Question

Tin diselenide, SnSe₂, is computed with five density functionals. BH, MJW and PZ are local-density forms: they share the same exchange energy and differ only in the correlation energy of a uniform electron gas. PBEsol and WC also respond to how steeply the density varies. In every run the unit cell is only scaled up or down, so equal volume means identical positions of all atoms.

All-electron LAPW DFT calculations with FLEUR MaX-R8.1 (later development tree) for SnSe₂ (P-3m1, 3 atoms), without spin polarisation, spin–orbit coupling or dispersion correction; 8 × 8 × 5 k mesh, Fermi–Dirac smearing of 0.05 eV. Each row is fitted to energies at five volumes from 24.18 to 27.27 Å³/atom, with cell shape and fractional coordinates fixed.

```
functional  equilibrium volume (Å³/atom)  bulk modulus (GPa)  bulk modulus slope
    PBEsol                        26.660               64.60               4.810
        BH                        25.830               70.90               4.830
       MJW                        26.063               68.90               4.820
        PZ                        26.033               69.00               4.830
        WC                        26.737               64.30               4.820
```

The two gradient-corrected functionals give the lower bulk moduli. Three explanations are proposed.

A. The gradient correction makes the bonds softer.

B. The bonds are equally stiff at equal length. The gradient correction merely adds a constant outward pressure, so the crystal comes to rest at a larger volume, where any crystal of this kind is easier to compress.

C. The gradient correction adds an outward pressure that weakens as the crystal expands.

Decide between them. You may use one more result of the same runs: between 24.18 and 27.27 Å³ per atom, the PBEsol energy falls by 43 meV per atom relative to the BH energy.

Model answer

The repulsion between neighbouring atoms rises steeply as they approach and dies away as they separate. A crystal held at a larger volume has left the steep part of this wall and yields more easily. Each modulus in the table belongs to a different volume, namely the one that its own functional prefers. A low value can therefore mean weak resistance at given distances, or ordinary resistance at longer ones.

To separate the two, all rows must be compared with the atoms in the same places. The bulk modulus slope B′ tells how fast the modulus rises with pressure. If it stays constant over a small change of volume, Murnaghan's relation follows:

B(V) = B₀ (V₀/V)^B′

Here V₀ is the equilibrium volume and B₀ the bulk modulus found there. At the common volume of 25.73 Å³ per atom, the three local-density rows come to 72–73 GPa and both gradient-corrected rows to about 77 GPa. The order has reversed. With the atoms in the same places, PBEsol and WC make the crystal stiffer, and explanation A fails.

Explanation B is best judged as a limiting case. A constant outward pressure adds a straight, falling line to the curve of energy against volume. A straight line moves the minimum but has no curvature, so the stiffness at each volume stays what it was. All five moduli would then lie on the single curve that BH defines.

The size of the push can be worked out for PBEsol. The energy fall of 0.043 eV, spread over 27.27 − 24.18 = 3.09 Å³, is a pressure of 0.0139 eV/Å³, or 2.2 GPa. Acting against the BH modulus of 70.9 GPa, it should, to first order, expand the crystal by

2.2 / 70.9 = 3.1 %

The equilibrium volumes differ by 3.2 %, so an outward push of this size accounts for the larger cell. Not all of it comes from the gradient correction. PZ, which has none, already shows a push of 0.5 GPa relative to BH, and its electron-gas correlation is close to the one built into PBEsol. That leaves roughly three quarters of the 2.2 GPa for the gradient correction. On the BH curve, the modulus at the PBEsol volume would be

70.9 × (25.83/26.66)^4.83 = 60.9 GPa

The table has 64.6 GPa. Explanation B gets the direction right but makes the crystal too soft, and it does so in each of the four rows that lie at larger volume than BH.

Explanation C supplies the missing stiffness. If the push weakens on expansion, it grows on compression, and a push that grows when the crystal is squeezed is itself a resistance to squeezing. Let the added pressure p vary as V^(−m). Two effects then act on the modulus when the volume grows by a small fraction x. Expansion lowers it by B′B₀x, while the fading push contributes −V dp/dV = mp. Since p = B₀x at the new minimum, the sum is

B = B₀ [1 − (B′ − m) x]

For modest finite steps this can be approximated by a fall of the modulus as V₀^−(B′ − m). With m = 0 the push is constant and explanation B returns. With m = B′ the push fades so fast that the crystal expands without losing any stiffness.

The computed crystal lies between these limits. The exponent was set by two rows only, BH and WC, which give B′ − m = 2.83 and hence m close to 2. For PBEsol, which had no part in setting it, the estimate is

70.9 × (25.83/26.66)^2.83 = 64.8 GPa

against 64.6 GPa in the table. For MJW and PZ the estimates are also too high, by 0.2 and 0.3 GPa, where the whole drop from BH is about 2 GPa. The output printed below compares both curves with each row.

The verdict is therefore C. The gradient-corrected functionals push the atoms apart, and the larger volume lowers the modulus. Because the push fades, about two fifths of the softening expected from the expansion is given back.

Remarks on the reasoning

Explanation A is tempting because the table seems to state it outright: the modulus falls whenever the volume rises, and "larger and softer" sounds like weaker bonding. All three explanations are compatible with that order, so the order can't choose between them. Two questions can. What happens at equal volume, and how steep is the fall? The first removes A and already tells against B, which needs equal stiffness there. The second shows how far B falls short.

A good answer also says how strong its evidence is. The expansion of 3.1 % is a check of consistency, since the equilibrium volumes come from the same energies as the push. The PBEsol modulus is a fairer test, but a mild one, because PBEsol and WC are built on similar ideas. The fading can also be sought directly in the energies: relative to BH, the WC energy falls by 25 meV per atom in the lower half of the volume range and by 22 meV in the upper half. That is the expected direction, and PBEsol shows a smaller difference of the same sign, but rounding of the energies could produce both, so the case for fading rests on the moduli. There the link is exact: if one functional gives a higher modulus than another at equal volume, its extra outward pressure must be fading at that volume. C therefore describes how the energy curve changes, and the cause of that change is a further question.

Why should a gradient correction push outwards at all? Theory offers an answer that these runs don't test separately. Both functionals lower the exchange energy where the density changes quickly compared with its own local value. Such regions open up between atoms as they move apart, so expansion is rewarded. It is a reasonable guess that the reward shrinks because the density between the atoms thins out, leaving less to gain from each further step.

A candidate who takes 64–71 GPa as the resistance of a real SnSe₂ crystal to uniform pressure should lose a mark. SnSe₂ consists of layers held together weakly, and under pressure it would close the gaps between them first. The scaled cell forces the strong Sn–Se bonds to shorten in the same proportion, which should make it stiffer than a crystal free to change shape. The functionals used here also lack the long-range dispersion attraction between layers, so the table is no basis for deciding which of them is closest to nature.

For anyone who takes elastic data from such calculations, the practical point is that a modulus belongs to a volume. In this cell, PBEsol and WC give the softer crystal if each functional is allowed its own volume, and the stiffer one if all are held at 25.73 Å³ per atom. Mixing the two conventions can reverse a comparison. If another functional of these two kinds moved the equilibrium volume of this cell by 1 %, a change of roughly 3 % in the modulus, in the opposite direction, would be a sensible first estimate.

Printed output of the fit:

```
Push relative to BH from the raw energies:
     row  offset at the given volume (eV/atom)  fall over the volume range (meV/atom)  outward push (GPa)  predicted volume shift (%)  actual volume shift (%)
  PBEsol                                -32.71                                     43               2.232                       3.148                    3.213
      BH                                     0                                      0                   0                           0                        0
     MJW                                 20.91                                     12              0.6228                      0.8784                   0.9021
      PZ                                 17.98                                     10               0.519                       0.732                   0.7859
      WC                                -71.69                                     47               2.439                        3.44                    3.511
Moduli in GPa:
     row  at the given volume  shared curve  miss of shared curve  fading push  miss of fading push
  PBEsol                76.69         60.86                -3.744        64.83               0.2272
      BH                72.29          70.9                     0         70.9                    0
     MJW                73.36         67.89                -1.009        69.12               0.2201
      PZ                73.07         68.27               -0.7307        69.35               0.3459
      WC                77.43         60.01                -4.286         64.3                    0
Mean modulus of the three LDA rows at their minima (GPa): 69.6
Mean modulus of the two GGA rows at their minima (GPa): 64.45
GGA mean relative to LDA mean at the minima (%): -7.399
GGA mean relative to LDA mean at the given volume (%): 5.692
Actual drop of the modulus from BH to WC (GPa): 6.6
Drop from BH to WC on the shared curve (GPa): 10.89
Exponent of the fall of modulus with volume between BH and WC: 2.831
Fading exponent m, BH slope less that exponent: 1.999
WC less BH, energy fall in the lower half of the range (meV/atom): 25
WC less BH, energy fall in the upper half of the range (meV/atom): 22
```
